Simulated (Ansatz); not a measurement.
## Ti: pressure against volume scale

Periodic Kohn-Sham DFT of a crystal at fixed atoms, scaled to volume_scale times the given cell; pressure positive in compression, energy less spherical unpolarised free atoms, largest_vzz the field gradient of largest size among the nuclei. The results are calculated, by Ansatz 0.2.0.

The cell before it is scaled or strained (space group Im-3m, No. 229):
```
cell vectors (Å)
  -1.6410     1.6410     1.6410
   1.6410    -1.6410     1.6410
   1.6410     1.6410    -1.6410
atoms (fractions of the cell vectors)
Ti  0.00000  0.00000  0.00000
```

Settings of every row: method all-electron PAW; functional PBEsol; relativity scalar; k mesh 14x14x14; filling fermi-dirac; smearing width 0.05 eV; nucleus gaussian.

Atom start moment: 0 on all atoms.

| row | volume scale | V (Å³/atom) | pressure (GPa) |
| --- | --- | --- | --- |
| 1 | 0.94 | 16.616 | -0.497 |
| 2 | 0.95 | 16.792 | -1.641 |
| 3 | 0.96 | 16.969 | -2.735 |
| 4 | 0.98 | 17.323 | -4.783 |
| 5 | 0.99 | 17.499 | -5.741 |
| 6 | 1 | 17.676 | -6.657 |
| 7 | 1.01 | 17.853 | ? |
| 8 | 1.02 | 18.03 | -8.37 |
| 9 | 1.04 | 18.383 | -9.933 |
| 10 | 1.05 | 18.56 | -10.662 |
| 11 | 1.06 | 18.737 | -11.358 |

Question: what pressure should row 7 give?

Worked fit of pressure. Take u = (V_r/V)^(2/3) − 1 with V_r = 17.587 Å³ an atom, which is twice the finite (Eulerian) strain; such expansions in the strain, on which the Birch-Murnaghan equation of state is built, carry the rest volume and the bulk modulus. The shown rows have u = 0.03859, 0.03132, 0.02413, 0.01013, 0.00335, -0.00336, -0.01645, -0.02908, -0.03526, -0.04135. Least squares give pressure = −6.2005 + 136.66 × u + 287.74 × u² GPa; a straight line predicts inner rows, each left out in turn, worse (root mean square 0.16 against 0.0025 GPa). The rows lie off it by 0.001, -0.003, 0.000, 0.004, -0.002, -0.001, 0.001, -0.002, -0.001, 0.001. The withheld row has u = -0.00996, so the fit gives −6.2005 + 136.66 × (-0.00996) + 287.74 × (-0.00996)² = -7.533 GPa.

The calculation gave -7.533 GPa. The fit meets it to the printed digit.
